Typical persistent current of a diffusive ring: margin comments on the derivation

1. What is computed, and the conventions

A thin metal ring of perimeter L threaded by a flux Φ carries an equilibrium current I(Φ) whose sign and size depend on the impurity configuration. The typical current is √⟨I²⟩, where ⟨…⟩ averages over configurations. Notation: Φ0 = h/e, φ = Φ/Φ0, D is the diffusion constant, τ_D = L²/D, E_c = ħ/τ_D, so that e/τ_D = 2πE_c/Φ0. The density of states per volume and per spin is ν, the cross-section is S, and Δ = 1/(νSL) is the mean level spacing of one spin species. The spin degeneracy is written s, with s = 1 for one species and s = 2 for degenerate spins.

Premises:
(P1) Electrons do not interact; T = 0; the chemical potential μ is fixed.
(P2) The potential V is Gaussian white noise, ⟨V(r)V(r′)⟩ = γ_e δ(r − r′), with γ_e = ħ/(2πντ), mean free path ℓ = v_F τ and k_F ℓ ≫ 1.
(P3) ℓ ≪ L, the width w ≪ L, and E_c ≫ Δ.
(P4) The flux passes through the hole only; no Zeeman or spin-orbit term until comment 9.
(P5) Each level has a Lorentzian half-width ħγ/2, independent of energy, and L_φ = √(D/γ).

2. From the current to the spectrum

The current is I = −∂Ω/∂Φ. At T = 0 each level below μ contributes E − μ to the grand potential, so with ρ(E, φ) the total density of states

Ω(φ) = −∫^μ dE (μ − E) ρ(E, φ).   (1)

The average ⟨ρ⟩ feels the flux only through an averaged Green function carried once round the ring, which decays as exp(−L/2ℓ). At fixed μ the mean current is therefore negligible and ⟨I²⟩ is a variance. With δρ = ρ − ⟨ρ⟩ and K = ⟨δρ(E, φ) δρ(E′, φ′)⟩,

⟨I(φ)I(φ′)⟩ = Φ0⁻² ∂_φ ∂_φ′ ∫^μ∫^μ dE dE′ (μ − E)(μ − E′) K.   (2)

The two fluxes must be kept distinct until both derivatives are taken. One of the two contributions below depends on φ − φ′ only, and it would be lost by setting φ = φ′ first.

3. The normalisation of K

Every factor in the final coefficient hangs on this step. For one spin, ρ = (i/2π) Tr(G^R − G^A). In the product of two densities the RR and AA terms have both poles on one side of the real axis and give no slow mode; the RA and AR terms are complex conjugates. Hence

K = (1/2π²) Re ⟨Tr G^R(E, φ) Tr G^A(E′, φ′)⟩_c.

Write Tr G(E) = ∂_E ln det(E − H) and expand the logarithm about the averaged Green function Ḡ: the term with n scattering events is −(1/n) Tr(ḠV)ⁿ. Join the n vertices of the retarded loop to the n vertices of the advanced loop so that both loops visit the same impurities in cyclic order. For a given sense there are n such pairings, one for each starting point, so the weight is n·(1/n)² = 1/n, and the two minus signs cancel. Each link between successive impurities gives a factor X(q, ω) = γ_e ∫d³k/(2π)³ Ḡ^R(k, E) Ḡ^A(k − q, E′), with ħω = E − E′. The sum over n is

Σ_q Σ_n Xⁿ/n = −Σ_q ln(1 − X).

The link follows from one residue. For η > 0, ∫dξ [(a − ξ + iη)(b − ξ − iη)]⁻¹ = 2π/[2η − i(a − b)]. Here η = ħ/2τ and a − b = ħω − ħv·q, so that

X = ⟨1/(1 − iωτ + iτ v·q)⟩_directions ≈ 1 + iωτ − Dq²τ,   D = v_F²τ/3 = v_F ℓ/3.

The term linear in v·q averages to zero and ⟨cos²⟩ = 1/3 in three dimensions. That X = 1 at q = ω = 0 is particle conservation. The extra width of (P5) adds ħγ/2 to η but not to γ_e, which replaces −iω by −iω + γ. Then 1 − X = τ(Dq² + γ − iω). Since ∂_E ∂_E′ = −ħ⁻² ∂²_ω, and ∂²_ω ln(A − iω) = 1/(A − iω)²,

K = (s²/2π²ħ²) Re Σ_q (Dq² + γ − iω)⁻² = (s²/2π²ħ²) Re ∫₀^∞ dt t Z(t) e^{iωt},   (3)

with Z(t) = e^{−γt} Σ_q exp(−Dq²t), summed over both senses of pairing. The factor is s² and not s: degenerate spins see one potential, so δρ = s δρ₁ with δρ₁ the fluctuation of one species.

A test of the prefactor: keep one sense, q = 0, γ = 0 and s = 1. Equation (3) gives K = −1/[2π²(E − E′)²]. The unitary random-matrix ensemble has K = −sin²(πε/Δ)/(πε)² at ε = E − E′ ≠ 0, and replacing sin² by its mean 1/2 gives the same expression. The density of states ν has cancelled between γ_e and the momentum integral, and it does not return.

Two omissions are harmless. For n = 1 and 2 the two senses are one pairing counted twice, but such a term can wind round the ring only in one or two free flights, with weight of order exp(−L/ℓ). Pairings in other orders are smaller by powers of 1/(k_F ℓ) or Δ/E_c.

4. How the flux enters

A gauge transformation moves the flux into the boundary condition, and the wave number along the ring becomes 2π(n + φ)/L with integer n; the sign of the charge only reverses φ. When the advanced amplitude retraces the path of the retarded one (diffuson), the conserved q is the difference of the two wave numbers. When it follows the reversed path (cooperon), q is their sum:

q_d = 2π(n + φ − φ′)/L,   q_c = 2π(n + φ + φ′)/L.

No current leaves the walls, so the lowest transverse mode is uniform with zero wave number. The next acts as a damping rate π²D/w², which suppresses a winding as exp(−πL/w), and is dropped. With u = t/τ_D and a = φ ∓ φ′, Poisson summation gives

Σ_n exp[−4π²u(n + a)²] = (4πu)^(−1/2) Σ_m exp(−m²/4u) cos(2πma),   (4)

where m runs over all integers. The term m is the density for a random walk to close after winding m times. The term m = 0 carries no flux and drops out of (2).

5. The energy integrals

Insert (3) in (2) and set x = μ − E. Each energy integral is ∫₀^∞ dx x exp(∓ixt/ħ − 0⁺x) = −ħ²/t², and their product is ħ⁴/t⁴. The convergence factor needs a word. The true integrand has D and ν varying on the scale of E_F and a band bottom far below. Repeated integration by parts shows that a smooth integrand contributes only through its end point x = 0, with corrections in powers of ħ/(E_F t). For m ≠ 0 the factor exp(−m²/4u) removes short times, so these corrections are of order E_c/E_F. The filled sea cancels, and only levels within some tens of E_c of μ matter. Therefore

⟨δΩ(φ) δΩ(φ′)⟩ = (s²ħ²/2π²) ∫₀^∞ dt Z(t)/t³.   (5)

6. The flux derivatives

For one winding number,

∂_φ ∂_φ′ {cos[2πm(φ − φ′)] + cos[2πm(φ + φ′)]} = (2πm)² {cos[2πm(φ − φ′)] − cos[2πm(φ + φ′)]} = 2(2πm)² sin(2πmφ) sin(2πmφ′).

The cooperon enters with a minus sign. It cancels the diffuson at φ = 0 and φ = 1/2, as it must, because time reversal makes I odd in φ for every sample. The terms m and −m are equal and give a further factor 2.

7. The time integral

What remains is τ_D⁻² J_m, with

J_m = (4π)^(−1/2) ∫₀^∞ du u^(−7/2) exp(−m²/4u − γτ_D u).

At γ = 0 the substitution y = m²/4u gives (4π)^(−1/2) Γ(5/2) (4/m²)^(5/2). With Γ(5/2) = 3√π/4 this is (3/8)·32/m⁵ = 12/m⁵. For γ > 0 start from ∫₀^∞ du u^(−3/2) exp(−α/u − βu) = √(π/α) exp(−2√(αβ)) and apply ∂²/∂α², which supplies u⁻². With z = 2√(αβ) one finds √π α^(−5/2) (3/4 + 3z/4 + z²/4) e^{−z}. For α = m²/4 and β = γτ_D = (L/L_φ)², z = mL/L_φ, and

J_m = (12/m⁵) f(mL/L_φ),   f(z) = (1 + z + z²/3) e^{−z}.   (6)

For small z, f = 1 − z²/6 + O(z⁴). There is no linear term, so moderate damping costs far less than e^{−z} suggests. The reason is that the weight t⁻³ favours fast windings: the undamped integrand of J_1 peaks at u = 1/14. The length L_φ here describes the decay e^{−γt} of the pair of amplitudes; a length defined from another decay rate changes the argument of f.

A second route confirms the 12. The non-analytic part of ∫dt e^{−At}/t³ is −(A²/2) ln A. With A = 4π²n²/τ_D its m-th Fourier component is, in units of τ_D⁻², that of −(2πn)⁴ ln|n|. The transform of −ln|n| is 1/(2m), the factor (2πn)⁴ becomes d⁴/dm⁴, and d⁴(1/2m)/dm⁴ = 12/m⁵.

8. The result

Collect the factors, using ħ²/Φ0² = e²/4π²: (s²/2π²)·(e²/4π²)·2·2(2πm)²·12/m⁵ = 24s²e²/(π²m³). Thus

⟨I(φ)I(φ′)⟩ = s² [96/(2π)²] (e/τ_D)² Σ_{m≥1} m⁻³ f(mL/L_φ) sin(2πmφ) sin(2πmφ′).   (7)

For spin-degenerate electrons, s = 2, at equal fluxes,

⟨I²⟩ = (96/π²)(e/τ_D)² Σ_{m≥1} m⁻³ [1 + mL/L_φ + (mL/L_φ)²/3] exp(−mL/L_φ) sin²(2πmΦ/Φ0).   (8)

The coefficient 96/(2π)² belongs to a single spin species; degenerate spins have four times this variance. Writing I = Σ I_m sin(2πmφ), equation (7) says that different harmonics are uncorrelated and gives ⟨I_m²⟩. For L ≪ L_φ the root-mean-square amplitude I_1 is (√24/π)s = 1.56 s in units of eD/L², or 3.12 for s = 2. Averaging sin² over flux gives 1/2, so the flux-averaged first harmonic is

I_typ = s (√12/π) eD/L²,

which is 1.10 eD/L² for s = 1 and 2.21 eD/L² for s = 2. All harmonics together multiply the variance by ζ(3) = 1.202, which raises 2.21 to 2.42.

The flux average comes from the diffuson alone, since sin²(2πmφ) = [1 − cos(4πmφ)]/2 and the cosine is the cooperon. Anything that removes only the cooperon leaves I_typ unchanged and merely frees the phase of each harmonic.

Why the channel number is absent: S and ν enter only through Δ, and Δ does not appear in (3). A wider wire has more levels within E_c of μ, but level repulsion holds the fluctuation of their number fixed. With M = k_F²S/4π channels per spin and free-electron ν = m_e k_F/(2π²ħ²), m_e being the electron mass, E_c/Δ = 2Mℓ/(3πL); M decides whether (P3) holds and nothing else. In terms of the single-channel scale I₀ = ev_F/L, eD/L² = I₀ ℓ/(3L).

9. Spin-orbit scattering, which decides s² in gold

With spin-orbit scattering each closed path carries an SU(2) rotation U, and s² in (3) becomes the average of tr U times the conjugate trace of the partner path. For SU(2), tr U = 2cos ϑ is real and tr U⁻¹ = tr U, so diffuson and cooperon get the same weight

(tr U)² = 1 + (1 + 2cos 2ϑ).

The 1 is the singlet, which no rotation affects. The bracket is the spin-1 character: it equals 3 at U = 1, and under isotropic random rotations its average decays exponentially in time to its uniform average over the group, which is zero. An exponential decay is one more damping rate. Calling L_T the resulting triplet length, L_φ included,

s² f(mL/L_φ) → f(mL/L_φ) + 3 f(mL/L_T).   (9)

For L_T = L_φ this returns 4f and equation (8). For L_T ≪ L the variance is a quarter of (8), and I_typ = 1.10 eD/L² although both spins are present. A Zeeman splitting far above E_c, without spin-orbit scattering, decorrelates the two species and turns s² into 2.

10. Finite temperature

Ω at temperature T is the T = 0 function of μ convolved with the thermal window 1/[4k_BT cosh²(E/2k_BT)], whose Fourier transform is y/sinh y with y = πk_BT t/ħ. Each energy integral gains this factor, so the integrand of (5) is multiplied by (y/sinh y)². Set θ = k_BT/E_c, so y = πθu. Expanding 1/sinh²y = 4Σ n e^{−2ny} leaves the u^(−3/2) integral of comment 7 with α = 1/4, and for m = 1 the factor f becomes

g = (π²θ²/3) Σ_{n≥1} n exp[−√(2πnθ + L²/L_φ²)].   (10)

As θ → 0 the sum turns into an integral and g → f(L/L_φ).

11. Range of validity

(a) Diffusion: k_F ℓ ≫ 1 and ℓ ≪ L. In a film thin enough for surface scattering, ℓ is the effective length defined by D.
(b) Metallic regime: E_c ≫ Δ, equivalently L ≪ Mℓ. Equation (3) holds for t below 2πħ/Δ. Winding m takes a time of order m²τ_D, so at γ = 0 harmonics beyond m ≈ √(E_c/Δ) are not described.
(c) Fixed particle number: the free energy differs from Ω + μN by the fluctuation δN of the level count squared times half the mean spacing. With δN of order one this adds currents of order Δ/Φ0, a fraction of order Δ/E_c of I_typ, including a small mean with period h/2e.
(d) Temperature: (8) needs k_BT below about E_c; otherwise use (10).
(e) Field in the wire: a perpendicular field B gives the cooperon an extra 1/L_B² = (2eB/ħ)²⟨y²⟩ = (eBw/ħ)²/3, from the vector potential By with ⟨y²⟩ = w²/12, for diffusive motion across the width. It erases the sin² shape as B grows and leaves the flux average alone.
(f) Interaction: a short-range interaction adds a mean current. Quoted without derivation, its flux-dependent energy is (λħ/π)∫dt Z_c(t)/t², with Z_c the cooperon part of Z at φ = φ′ and λ the dimensionless coupling, in first order ν times the interaction strength. The same integrals give 16λ(E_c/Φ0) Σ m⁻² sin(4πmφ), a leading amplitude (8/π)λ e/τ_D. It scales like (8) and is smaller only through λ. Having period h/2e, it competes with the m = 2 term of (8) and adds no mean to m = 1.
(g) The width γ is a model. It fits escape to a weakly coupled reservoir; for inelastic scattering it is phenomenological, and L_φ from a transport experiment need not be the length that belongs in (8).

12. Numbers for a single gold loop of perimeter 8 µm

Inputs, all typical or assumed: L = 8.0 µm, circular shape, v_F = 1.40×10⁶ m/s with the free-electron mass, ℓ = 75 nm, cross-section 90 nm wide by 60 nm thick, L_φ = 12 µm, L_T of order 0.1 µm.

Scales: D = 0.0350 m²/s, τ_D = 1.83 ns, e/τ_D = 87.6 pA, E_c = 0.360 µeV, E_c/k_B = 4.18 mK. The single-channel scale is I₀ = 28.0 nA.

Premises: k_F = m_e v_F/ħ = 1.21×10¹⁰ m⁻¹, k_F ℓ = 9.1×10², L/ℓ = 107, πL/w = 279. The dominant winding time τ_D/14 = 0.13 ns is long against τ = 54 fs. M = 6.3×10⁴, Mℓ = 4.7 mm, E_c/Δ = 125 and Δ = 2.9 neV, so harmonics up to about 11 are covered.

Spin: with degenerate spins and no damping, I_typ would be 193 pA. In gold the triplet is gone: even L_T = 1 µm, ten times the assumed value, would give only 3f(8) = 0.031 beside a singlet near one. Equation (9) then gives 97 pA undamped, an amplitude I_1 of 137 pA root-mean-square, and a flux-averaged moment of 53 Bohr magnetons over the area L²/4π = 5.09 µm².

Damping: f(2/3) = 0.932, √f = 0.965, and I_typ = 93 pA at T = 0.

Temperature: at 10 mK, θ = 2.39, g = 0.651 and I_typ = 78 pA. At 50 mK, θ = 12.0, g = 0.0835 and I_typ = 28 pA, with L_φ held fixed. For a loop this long the T = 0 formula is an upper limit at any usual refrigerator temperature.

Neglected terms: Δ/Φ0 = 0.11 pA. One flux quantum needs B = 0.81 mT, where the estimate (e) gives L/L_B = 0.51 and f = 0.96 for the cooperon; this is rough, since ℓ is comparable to w, and L/L_B grows in proportion to B, so the sin² shape survives only some periods. The Zeeman splitting there is 0.26 E_c for a g-factor of 2, of no consequence once the triplet is gone. With |λ| ≈ 0.06 as a rough typical input, the interaction term has amplitude 13 pA at T = 0, against 34 pA for the flux-averaged, undamped m = 2 term. Thermal contraction is below the precision of the inputs: the compiled linear expansion 14.2×10⁻⁶ K⁻¹ at 293 K (Kaye and Laby Online), which falls on cooling, bounds the change of L for free gold by 0.42 %, or 0.83 % in 1/L².

Beside it, a ring of copper wiring shows the crossover in (9). Take L = 2.0 µm, typical v_F = 1.57×10⁶ m/s, assumed ℓ = 30 nm, L_T = 0.5 µm and L_φ ≫ L. Then D = 0.0157 m²/s, e/τ_D = 629 pA, E_c/k_B = 30 mK and f(4) = 0.189. The spin weight 1 + 3f is 1.57, and I_typ = 1.38 eD/L² = 0.87 nA at T = 0.

These currents are the model's, resting on the assumed ℓ, L_φ and L_T, and each is the width of a distribution from which one loop draws one value of either sign. As typical knowledge and not as a measurement: the currents first attributed to single gold loops of about this perimeter lie at several to some tens of nA, so the model's 0.1 nA falls short of them by one to two orders of magnitude, whereas smaller gold and aluminium rings studied later typically show currents of the size that eD/L² sets. No choice of spin factor, damping or channel number in (7) to (10) can close the first gap, because I_1 cannot exceed a few eD/L² there.